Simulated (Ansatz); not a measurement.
Strength of the Li–Cu bond: LiCu → Cu + Li

Species: LiCu, singlet; Cu atom, doublet; Li atom, doublet. 

Shapes, held fixed at every level: PBE0-D4/def2-TZVP. Programs: Ansatz 0.2.0. The zero-point and thermal change to 298 K, harmonic and unscaled (PBE0-D4/def2-TZVP), is +0.6 kJ/mol.

Estimate ΔH(298 K) of this reaction.

wB97M-V/def2-TZVPP gives ΔH(298 K) = +183.2 kJ/mol; the levels span +37.7 to +186.6. The median of the levels is +174.0. Hartree–Fock misses the correlation of the pair that is broken and comes out low. No measured value is set beside it here. Open shells run unrestricted unless RO is named. Times are processor times on shared x86 and Arm servers, and rough.

```csv
level,kind,ΔH(298 K) (kJ/mol),CPU time (sum over the molecules)
HF/def2-TZVPP,Hartree–Fock,+37.7,–
PBE-D4/def2-TZVPP,GGA,+186.6,1.7 s
r2SCAN-D4/def2-TZVPP,meta-GGA,+177.2,3.4 s
B3LYP-D4/def2-TZVPP,global hybrid,+174.0,2.4 s
r2SCAN0-D4/def2-TZVPP,global hybrid,+154.6,3.2 s
wB97X-V/def2-TZVPP,range-separated hybrid,+156.5,4.4 s
wB97M-V/def2-TZVPP,range-separated hybrid,+183.2,6.5 s
```

All the density functionals give a substantial Li–Cu bond, but their values, from +154.6 to +186.6 kJ/mol, fix its strength only roughly. The bond is essentially a σ pair formed from Li 2s and Cu 4s, polarised towards copper. The filled 3d shell screens the copper nucleus poorly, so the 4s level lies well below Li 2s, and charge transfer adds an ionic contribution to the covalent one. Correlation between this pair and the 3d electrons also matters as copper gains charge, which probably deepens the Hartree–Fock deficit.

Adding exact exchange weakens the bond in the closest comparison, from +177.2 with r2SCAN to +154.6 with r2SCAN0. This is not a general ordering by functional class, however: wB97M-V, at +183.2, lies above r2SCAN and far from its range-separated relative wB97X-V, at +156.5. The preferred value therefore sits in the upper part of a real disagreement between hybrids, which a coupled-cluster calculation correlating the copper 3d electrons could help to settle.
